Margin comments on background-limited detectivity and the cold-stop gain

1. Premises and conventions

(a) The background is unpolarised thermal radiation from a black Lambertian source at temperature T_B, which fills a circular cone of half-angle θ about the detector normal.
(b) The stop, the enclosure and the filter are cold enough to emit nothing. The filter has transmission T_f in a band Δν and zero outside.
(c) Each photon that reaches the detector, of area A, frees a mobile carrier with probability η, independently of the other photons. For now η does not depend on angle, polarisation or frequency within the band.
(d) The signal is weak against the background, and no other noise source matters.
(e) Noise spectra S(f) are one-sided. NEP is the rms modulated signal power that gives a signal-to-noise ratio of one in 1 Hz, and D* = √A/NEP in cm Hz^½ W⁻¹ (Jones). Unless said otherwise, powers and photon irradiances are those at the detector face, behind the filter.

Comments 9 to 12 relax these premises one at a time.

2. Where sin²θ comes from

In a volume V the number of field modes with frequency in dν and direction in dΩ is 2V(ν²/c³) dν dΩ, where the 2 counts polarisations. The modes that cross A during a time t at polar angle ϑ occupy the slanted volume V = A c t cosϑ, so

dM = 2 A t (ν²/c²) cosϑ dΩ dν.

The angular integral over the cone is the projected solid angle

Ω_p = ∫₀^θ 2π cosϑ sinϑ dϑ = π sin²θ,

which is π for the hemisphere. It differs from the geometric solid angle 2π(1 − cosθ), which gives 2π for the hemisphere and agrees with Ω_p only at small θ. With ν/c = 1/λ,

M = 2 (AΩ_p/λ²) Δν t.   (1)

If each mode holds n photons on average, the photon irradiance is Φ_B = Mn/(At):

Φ_B = 2π sin²θ (n/λ²) Δν = sin²θ Φ_hem,   Φ_hem = (2πc/λ⁴) n Δλ,   (2)

using Δν = cΔλ/λ². The stop changes M and leaves n alone. So does the width of the filter. Only the in-band transmission (and an emissivity below one) changes n. This split decides what each cold part does to the bunching term.

For a stop of diameter D_s at distance L_s on axis, tanθ = D_s/(2L_s) = 1/(2N), with N = L_s/D_s, so sin²θ = 1/(1 + 4N²). For an aplanatic lens the f-number is defined through sinθ = 1/(2N) instead. At N = 4 the two values of 1/sinθ are 8.06 and 8, which differ by 0.8 %.

3. Count statistics of one mode, and why loss keeps them thermal

A thermal mode holds k photons with probability P(k) = n₀^k/(1 + n₀)^(k+1), n₀ = 1/(e^x − 1), x = hc/(λk_BT_B). Summing the geometric series gives the generating function

Γ(z) = Σ P(k) z^k = 1/[1 + n₀(1 − z)].

If each photon survives a loss independently with probability p, each factor z becomes (1 − p) + pz. Since 1 − (1 − p + pz) = p(1 − z), the result is 1/[1 + pn₀(1 − z)], the same law with mean pn₀. Independent survival is what a beam splitter does when its second input is empty, which is premise (b). Applying this first to the filter gives the occupancy of the modes at the detector, n = T_f n₀. Applying it again gives generation events with mean a = ηn per mode. From Γ′(1) = a and Γ″(1) = 2a² the variance is Γ″ + Γ′ − Γ′² = a + a².

Distinct modes of a thermal field are independent, so for the total count K in the time t

⟨K⟩ = Mηn = gt,   Var K = ⟨K⟩(1 + ηn),   g = ηΦ_B A.   (3)

The factor 1 + ηn contains no 1/M. The familiar statement that many modes wash out bunching refers to a fixed total ⟨K⟩ spread over M modes, Var K = ⟨K⟩ + ⟨K⟩²/M. That is (3) with ηn = ⟨K⟩/M. For a thermal background ⟨K⟩ grows with M, and the ratio stays fixed. The temporal mode count Δν t in (1) needs t ≫ 1/Δν.

4. From a variance to a noise spectrum

The charge collected in a time t is the current filtered by a box of length t, whose squared transfer function is sin²(πft)/(πf)². For white S,

Var Q = S ∫₀^∞ sin²(πft)/(πf)² df = S t/2,

because ∫₀^∞ (sin²u/u²) du = π/2 and u = πft turns the integral into (t/π)(π/2). Hence S = 2 Var Q/t, and an integration time t corresponds to a bandwidth 1/(2t). This is the origin of the 2 under the root in the photodiode formula.

5. One formula for both detectors

Let generation event i send a charge q m_i through the external circuit, the m_i being independent of each other and of K, with mean G and excess factor F = ⟨m²⟩/G². For Q = q Σ m_i the variance is the mean of the conditional variance plus the variance of the conditional mean:

Var Q/q² = ⟨K⟩ Var m + G² Var K = ⟨K⟩G²[(F − 1) + (1 + ηn)].

With comment 4,

S_I = 2q²G² g (F + ηn).   (4)

A signal power P_s at wavelength λ carries P_sλ/(hc) photons per second and gives a current qGηP_sλ/(hc), so the responsivity is ℛ = qGηλ/(hc). Then NEP = √S_I/ℛ, and with g = ηΦ_B A

D* = √A ℛ/√S_I = (λ/hc) √{ η / [2Φ_B (F + ηn)] }.   (5)

The charge q, the mean gain G and the area A have all cancelled. A cancels because the noise power grows as A, which is the reason for defining D* with √A.

6. The photodiode: F = 1

A collected pair moves in total across the whole depletion layer, and by the Shockley-Ramo theorem the induced charge is exactly q. So m = 1, G = F = 1, S_I = 2qI_B(1 + ηn) with I_B = qg, and

D*_PD = (λ/hc) √[η/(2Φ_B)] / √(1 + ηn).   (6)

This holds at zero or reverse bias into a low impedance. At open circuit an ideal diode biases itself forward until the injected current cancels I_B. That current is an independent stream with its own shot noise 2qI_B, so F is in effect 2 and the advantage over the photoconductor is lost.

7. The photoconductor: F = 2

A hole freed in a slab with ohmic contacts a distance L apart drifts at speed v and induces a current qv/L = q/t_r. If it leaves through one contact, the other injects a replacement to keep the slab neutral, so the pulse ends only at capture. Capture at a constant rate 1/τ makes the pulse length t_i exponential, with ⟨t_i⟩ = τ and ⟨t_i²⟩ = 2τ². Since m_i = t_i/t_r, G = τ/t_r and F = 2:

D*_PC = (λ/2hc) √(η/Φ_B) / √(1 + ηn/2).   (7)

Three gaps remain at this line.

First, the bunching factor is 1 + ηn/2, not 1 + ηn. Only generation inherits the statistics of the light, and recombination does not. The ratio is

D*_PD/D*_PC = √[(2 + ηn)/(1 + ηn)],   (8)

which is √2 only for ηn ≪ 1 and tends to 1 for ηn ≫ 1. In that wave-noise limit (5) becomes (λ/hc)/√(2Φ_B n), independent of both η and F.

Second, (7) is not confined to ωτ ≪ 1. A pulse of length t_i has squared Fourier amplitude (q/t_r)² 2(1 − cos ωt_i)/ω². With ⟨cos ωt_i⟩ = 1/(1 + ω²τ²) its average is 2q²G²/(1 + ω²τ²). Poisson arrivals give 2g times this (Campbell's theorem in spectral form). Bunching is an extra white fluctuation of the generation rate, of density 2gηn for f ≪ Δν, and like the signal it is filtered by the mean pulse (q/t_r)e^(−t/τ), whose squared amplitude is q²G²/(1 + ω²τ²). Noise power and ℛ² share the same Lorentzian, which cancels in D*.

Third, F = 2 does not need a constant lifetime. Let the number of free holes obey dP/dt = g − r(P) plus noise. Linearised, dδP/dt = −δP/τ′ + ξ_g − ξ_r with 1/τ′ = dr/dP. The sources have densities 2g(1 + ηn) and 2r, and r = g in the steady state. A signal enters as a change of g, through the same filter as ξ_g and ξ_r. Referred to the input, the noise is 2g(2 + ηn) for any r(P), bimolecular recombination included.

8. The cold-stop gain, and what it does not buy

Insert (2) in (5). As n does not depend on θ,

D*(θ) = D*(hemisphere)/sinθ = √(1 + 4N²) D*(hemisphere),   (9)

exactly, with the bunching term included. The product D* sinθ is independent of the field of view and is the quantity often written D**.

The gain refers to a fixed power on the detector. Let the optics deliver an extended scene in a cone θ₀, and let the rest of the field of view be warm structure at the scene temperature. For θ ≥ θ₀ the signal is fixed by sin²θ₀ and the noise goes as sinθ, so closing the stop helps. For θ ≤ θ₀ the signal goes as sin²θ and the signal-to-noise ratio falls as sinθ. The optimum is θ = θ₀. A slower lens with a matched stop raises D* and yet worsens the resolvable temperature difference of an extended scene as 1/sinθ.

A warm stop or filter gains nothing. In surroundings at T_B, what it fails to transmit it replaces by emission and reflection, so the occupancy is T_f n₀ + (1 − T_f)n₀ = n₀ at every frequency. A cold filter also costs signal: referred to the power in front of it, D*_front = T_f D*, which by (5) and (2) scales as √T_f in the Poisson limit.

9. When η or T_f is not the same for all modes

Independent modes with detection probabilities η_k give Var K = Σ η_k n(1 + η_k n), so the factor is 1 + n⟨η²⟩/⟨η⟩. If an average efficiency of one half arises because half of the modes are absorbed fully and half not at all (one polarisation, for instance), the factor is 1 + n and not 1 + n/2. In the same way a filter profile T_f(ν) enters as ∫T_f² dν/∫T_f dν, which is the peak value for a flat top, 1/√2 of it for a Gaussian and 1/2 of it for a Lorentzian. For spectral variation in general,

D*(λ) = (λ/hc) η(λ) / √{ 2 ∫ η Φ_ν (F + ηn) dν },   (10)

with Φ_ν = 2π sin²θ (ν²/c²) n(ν). When AΩ_p/λ² falls below about one, the detector is smaller than the coherence area of the light that passes the stop. The mean irradiance (2) survives as long as stop and detector are both large against λ, but the one detected mode per polarisation is only partly filled, with occupancy near (AΩ_p/λ²)n. Hence n in (5) must be read as the occupancy of the detected modes.

10. Sweep-out changes F

Replacement at the contact takes a dielectric relaxation time τ_d = εε₀/(qpμ), with p the hole density and μ the mobility. For ωτ_d ≫ 1 no replacement arrives, and m is the smaller of the drift length before capture and the distance to the exit contact, in units of L. With uniform generation and G₀ = τ/t_r, the probability that m exceeds y is (1 − y)e^(−y/G₀). Hence ⟨m⟩ = ∫₀¹ (1 − y)e^(−y/G₀) dy and ⟨m²⟩ = 2∫₀¹ y(1 − y)e^(−y/G₀) dy. For G₀ ≪ 1 these tend to G₀ and 2G₀², so F = 2. For G₀ ≫ 1 they tend to 1/2 and 1/3, so F = 4/3. The penalty against the diode thus lies between √(4/3) and √2 in this regime.

11. Competing generation

Any independent generation rate adds to g in the F term of (4). Neglecting bunching, D* is multiplied by 1/√(1 + g_x/g).

Enclosure emission. The inside of the cold shield is seen without the filter, over the whole response band up to a cutoff λ_c. For a black enclosure at T_s filling at most the hemisphere, with flat η, integration of Φ_ν gives

Φ(T, λ_c) = 2πc (k_BT/hc)³ ∫ u² du/(e^u − 1), from u_c = hc/(λ_c k_BT) to ∞.   (11)

Thermal ionisation. For an acceptor of binding energy E_A with a fourfold neutral ground state, equilibrium gives pN⁻/N⁰ = (N_v/4) exp(−E_A/k_BT_d), N_v = 2(2πm_h k_BT_d/h²)^(3/2). The capture rate per volume is BpN⁻, and detailed balance makes the thermal emission rate equal to its equilibrium value. With N⁰ ≈ N_A and thickness d,

g_th/A = B d N_A (N_v/4) exp(−E_A/k_BT_d).   (12)

T_BLIP is the temperature where this equals ηΦ_B. There D* is already √2 below (7). A tighter stop lowers Φ_B and so lowers T_BLIP.

Load noise. A load or feedback resistor R_L at T_d adds 4k_BT_d/R_L, to be small against 4q²G²g, so R_L ≫ k_BT_d/(q²G²g). Here the gain does matter.

12. Range of validity

Results (5) to (9) hold when:
- the background is thermal, fills the cone uniformly and is viewed near the axis;
- 1/t and f lie far below Δν;
- AΩ_p/λ² ≫ 1, or n is taken as in comment 9;
- η and T_f are flat over band and cone, or (10) is used;
- F = 2 is used only for f ≪ 1/(2πτ_d) or G₀ ≪ 1, and below the field of impact ionisation, which adds gain dispersion;
- the rates (11) and (12), hopping conduction between impurities, contact noise, 1/f noise and amplifier noise are all small against the background term;
- the signal adds little to g.

13. Numbers for Si:Ga at 17 µm

The photon has hc/λ = 1.168×10⁻²⁰ J = 72.9 meV, or 588 cm⁻¹, and λ/hc = 8.558×10¹⁹ J⁻¹. The compiled silicon gap of 1.12 eV (300 K; Wing 2021) is 15 times larger, so detection is by photoionisation of neutral Ga acceptors and the device is a photoconductor. The diode value below is a reference for F = 1. Typical values quoted for the Ga binding energy, 72 to 74 meV, put the threshold at 17.2 to 16.8 µm, so 17 µm lies on the falling edge of the response. The compiled dielectric constant 11.7 (300 K; Ioffe Institute), used here without temperature correction, gives an index 3.42 and a reflectance [(3.42 − 1)/(3.42 + 1)]² = 0.30, which caps η of an uncoated slab at 0.70. The photon also lies between one and two times the compiled zone-centre optical phonon frequency of 517 cm⁻¹ (Ioffe Institute), that is below 1034 cm⁻¹. One-phonon absorption is forbidden in the diamond lattice, but two-phonon absorption is allowed here and removes photons without freeing holes.

Assumed inputs, all illustrative: T_B = 300 K, flat filter with Δλ = 0.34 µm and T_f = 0.7, stop with N = 4 defined by tanθ = 1/8, element 1 mm × 1 mm, d = L = 0.5 mm, η = 0.2, λ_c = 18 µm, E_A = 74 meV, m_h = 0.59 m_e, N_A = 3×10¹⁶ cm⁻³, compensating donors N_D = 10¹³ cm⁻³, B = 3×10⁻⁶ cm³ s⁻¹, μ = 10⁴ cm² V⁻¹ s⁻¹, effective filter index 2.5. The value of η was chosen below the typical peak of roughly 0.3 near 15 µm, to represent the falling edge.

Background. x = 2.821 and n₀ = 0.0633. The black-body photon exitance is (2πc/λ⁴)n₀ = 1.428×10¹⁷ cm⁻² s⁻¹ µm⁻¹, or 4.854×10¹⁶ cm⁻² s⁻¹ in the band. The midpoint rule departs from the band integral by less than 10⁻⁵. Behind the filter Φ_hem = 3.398×10¹⁶ cm⁻² s⁻¹, n = 0.0443 and ηn = 0.00886. The stop has θ = 7.1° and sin²θ = 1/65 = 0.01538, so Φ_B = 5.228×10¹⁴ and ηΦ_B = 1.046×10¹⁴ cm⁻² s⁻¹.

Detectivity at the detector face, in Jones:
F = 1: 1.184×10¹² without bunching, 1.178×10¹² with it (−0.44 %).
F = 2: 8.37×10¹¹ without bunching, 8.35×10¹¹ with it (−0.22 %).
The last digits serve only to show the size of the bunching term, which is far below the uncertainty in η. The ratio (8) is 1.411 against √2 = 1.414. For a 1000 K background n₀ = 0.751 and ηn = 0.105, so bunching would add about a tenth to the diode noise power and half as much to that of the photoconductor.

Chain of gains for F = 2. With neither filter nor stop and a flat η, (11) gives 1.76×10¹⁸ cm⁻² s⁻¹ and D* = 1.44×10¹⁰. The filter lowers the flux 51.8 times and gains 7.2 at the detector face (5.0 referred to its front), giving 1.04×10¹¹. The stop gains 8.06. The filtered hemisphere value is formal. An interference filter shifts as √(1 − sin²ϑ/2.5²), which is −0.12 % at the edge of the cone but −8.3 % at grazing incidence, against a fractional bandwidth of 2 %. The flat η from short wavelengths to λ_c is likewise an idealisation.

Checks on the premises. Δν = 353 GHz and 1/Δν = 2.8 ps. AΩ_p/λ² = 167 per polarisation, but only 1.7 for a 100 µm pixel, which is near the limit of comment 9. With p ≪ N_D the lifetime is τ = 1/(BN_D) = 33 ns and p = ηΦ_Bτ/d = 7.0×10⁷ cm⁻³. Then τ_d = 9 µs, and F = 2 is safe well below 17 kHz. Above it, full sweep-out could raise D* by at most √(2/(4/3)) = 1.22. An enclosure at 77 K emits up to 1.17×10¹⁴ cm⁻² s⁻¹, which is 22 % of Φ_B and multiplies D* by 0.90, so it rivals the effect of the last tightening of the stop. At 40 K it emits 3.7×10⁹ and is negligible. Equation (12) with constant B gives T_BLIP ≈ 30 K, or 28 K if B is ten times larger, so the detector belongs near 20 K. At 20 K and an assumed G = 1 the load condition is R_L ≫ 10 kΩ.

The model's result is D*_PC ≈ 8.4×10¹¹ Jones at the detector face, NEP ≈ 1.2×10⁻¹³ W Hz^−½ for the 1 mm² element, and 5.8×10¹¹ Jones referred to the power in front of the filter. It rests on the assumed η: values of 0.1 and 0.3 give 5.9×10¹¹ and 1.0×10¹² at the detector face. For a given η the figure is an upper bound at low frequency, since each noise source in comments 11 and 12 can only lower it.